**Q:** I want to know how far TiSi₂ shrinks when it is squeezed. If I have its stiffness near zero pressure, may I simply extrapolate?

**A:** For a few GPa, yes; for tens of GPa, no. The scale to remember is the calculated bulk modulus of the form studied here, called C49: about 140 GPa, so the first GPa takes off a little less than one per cent of the volume. Extrapolation means treating that stiffness as constant, and the density functional results below show where this goes wrong. All changes are counted from the cell relaxed at zero pressure. Of the conventional axes (a = 3.517, b = 13.348 and c = 3.556 Å at zero pressure), the long b axis shrinks most.

TiSi₂ (space group Cmcm, 6-atom primitive cell), relaxed under hydrostatic pressure at zero temperature with its symmetry kept; changes are relative to the cell relaxed at zero pressure. Ansatz 0.2.0, plane-wave DFT with PBEsol and PAW datasets made for PBE, scalar-relativistic, no spin polarisation; cutoff 420 eV, Gamma-centred k meshes, Gaussian smearing of 0.1 eV.

| applied pressure (GPa) | k mesh | volume change (%) | enthalpy change (eV/atom) | energy change (meV/atom) |
| --- | --- | --- | --- | --- |
| -1 | 10×10×10 | 0.73 | -0.087 | 0.3 |
| 1 | 10×10×10 | -0.71 | 0.086 | 0.3 |
| 4 | 10×10×10 | -2.72 | 0.342 | 4.6 |
| 12 | 10×10×10 | -7.19 | 1.002 | 35.0 |
| 25 | 12×12×10 | -12.73 | 2.017 | 122.3 |
| 50 | 12×12×10 | -20.21 | 3.824 | 360.4 |
| 90 | 12×12×12 | -28.04 | 6.449 | 826.4 |

**Q:** What exactly do you extrapolate?

**A:** Hooke's law for the volume. Near its minimum, the energy is a parabola in the volume. Pressure is the slope of the energy curve with its sign reversed, and the slope of a parabola grows in proportion to the displacement. The relative volume change is therefore −P/B, where P is the applied pressure and B the bulk modulus.

I take B from the two rows nearest to zero pressure. Between −1 and 1 GPa the volume change goes from 0.73 to −0.71 %, so 2 GPa removes 1.44 %, and B = 2 GPa / 0.0144 ≈ 139 GPa. Nothing is fitted, but these two rows define B, so their agreement with the line is no test of it.

**Q:** And how does the line do on the other rows?

**A:** Take 50 GPa. The estimate is 50/139 = 0.36, a loss of 36 % of the volume, whereas the calculation gives 20 %. The line overshoots by nearly four fifths of the calculated change. At 4 GPa the same overshoot is only 6 %, and at 12 GPa it is already 20 %.

There is a pattern worth keeping: from 4 GPa upwards, the relative error is roughly twice P/B. The pressure alone doesn't tell you whether the line is safe; its ratio to the bulk modulus does. Most solids stiffen under pressure at a broadly similar rate, so a softer crystal should leave its straight line at a lower pressure, and a harder one at a higher pressure. The output printed after this exchange gives the comparison row by row.

**Q:** Suppose I had only the high-pressure rows and no value of B. Could I still see the failure?

**A:** Yes, by doubling the pressure. With constant stiffness, going from 25 to 50 GPa should double the volume change and quadruple the energy change. The calculated factors are about 1.6 and 2.9. Both fall short, which is what a spring does when it hardens as it is pushed.

**Q:** The energy falls short? I thought a hardening spring stores more energy.

**A:** It depends on what you hold fixed. Pushed with a given force, the harder spring moves less and stores less energy. Pushed through a given distance, it stores more. The table shows both sides: divided by the square of the volume change, the energy change would be constant for a parabola, but it rises from 0.62 at 4 GPa to 1.05 at 90 GPa, in meV/atom per %².

**Q:** I would have plotted the enthalpy, and that looks almost straight. Why does it give no alarm?

**A:** Because the enthalpy is E + PV, the energy plus pressure times volume, and here the second part dominates. At 90 GPa it supplies 5.6 of the 6.4 eV/atom. The slope of enthalpy against pressure is the volume itself, which changes by only a quarter or so over the whole range, so the curve bends gently. The failure shows much more clearly in the volume, which is the slope, than in the enthalpy.

For the same reason, the large positive enthalpy change doesn't mean that the crystal is about to fall apart. Any solid under pressure acquires such a term. Stability is decided by comparing the enthalpies of different phases at the same pressure.

**Q:** What makes the crystal harden?

**A:** At zero pressure, two tendencies balance. The attraction between electrons and ion cores pulls the atoms together, while the kinetic energy of the electrons and the repulsion between overlapping filled shells push them apart. When the volume shrinks, the electrons are confined more tightly and the shells overlap more. The pushing terms then grow faster than the attraction, so the energy curve becomes steeper than the parabola that matched its bottom.

This is a general argument for why solids stiffen; the table shows the stiffening but doesn't divide it among these terms. The size is plain enough. Averaged between neighbouring rows, the bulk modulus climbs from 139 GPa around zero pressure to 387 GPa between 50 and 90 GPa.

**Q:** Is there a simpler system in which I can see why a straight line must fail?

**A:** An ideal gas in a cylinder at constant temperature. Its bulk modulus equals its pressure, so a line drawn from the starting slope says that doubling the pressure leaves no volume at all. In fact half the volume remains, because the gas stiffens as it is compressed. The line for TiSi₂ contains the same absurdity: it reaches zero volume at 139 GPa.

The likeness stops there. The gas resists through thermal motion and needs a wall to hold it, whereas the crystal holds itself together and resists through its electrons, even at zero temperature.

**Q:** Could the misfit come from the calculation instead, say from the changed k mesh?

**A:** The row at 12 GPa speaks against that. It uses the same mesh as the rows that define B, and the line already misses there by a fifth. The row at 90 GPa converged without any warning from the program. It still deserves more caution, because it lies far from the equilibrium volume, a range that the makers of the data flag on the strength of tests on other systems, not of this run. Its last digits shouldn't be leaned on, but the case against constant stiffness doesn't need them. All rows also leave out zero-point motion and combine the PBEsol functional with PAW datasets made for PBE. Both may shift the value of B somewhat, but shortcomings shared by all rows are unlikely to feign a stiffening this large.

**Q:** The calculated curve itself is smooth up to 90 GPa. Does that mean the crystal survives?

**A:** No, and here it is the method that has a blind spot. Each relaxation keeps the symmetry of the starting cell, so the crystal cannot turn into a structure that would require breaking it. A smooth curve would appear even if another phase had the lower enthalpy. This is a real concern for TiSi₂: the cell in the table is the form called C49, which usually forms first in thin films and turns into another form, C54, on heating. Which of the two has the lower enthalpy at a given pressure can't be read from this table.

**Q:** I work on silicide contacts. What can I use?

**A:** For hydrostatic pressures of about a GPa, constant stiffness is good enough to estimate the volume change of a C49 grain. Stress in a thin film acts mainly in the plane and changes the shape of the crystal as well as its volume. The bulk modulus alone is then not enough; you would need the separate elastic constants, which the table doesn't hold. The conversion of C49 into the better-conducting C54, which lowers the resistance of the silicide film, is a different question. It needs both phases, and no smoothness in the curve of one can answer it.

Output of the analysis:

```
bulk modulus from the rows at -1 and 1 GPa, also the pressure at which the straight line leaves no volume (GPa): 138.9
straight-line estimate against the calculation:
  row  estimated volume change (%)  calculated volume change (%)  overshoot of the estimate (% of the calculated change)
   -1                         0.72                          0.73                                                   -1.37
    1                        -0.72                         -0.71                                                   1.408
    4                        -2.88                         -2.72                                                   5.882
   12                        -8.64                         -7.19                                                   20.17
   25                          -18                        -12.73                                                    41.4
   50                          -36                        -20.21                                                   78.13
   90                        -64.8                        -28.04                                                   131.1
signs of stiffening:
  row  mean bulk modulus since the row before (GPa)  energy over squared volume change (meV/atom per %^2)
   -1                                           n/a                                                 0.563
    1                                         138.9                                                0.5951
    4                                         146.7                                                0.6218
   12                                         170.1                                                 0.677
   25                                         211.2                                                0.7547
   50                                           279                                                0.8824
   90                                         387.3                                                 1.051
volume change at 50 GPa over that at 25 GPa (constant stiffness gives 2): 1.588
energy change at 50 GPa over that at 25 GPa (constant stiffness gives 4): 2.947
enthalpy change at 50 GPa over that at 25 GPa: 1.896
mean bulk modulus from 50 to 90 GPa over that from -1 to 1 GPa: 2.788
PV part of the enthalpy change at 90 GPa (eV/atom): 5.623
PV share of the enthalpy change at 90 GPa (%): 87.19
```
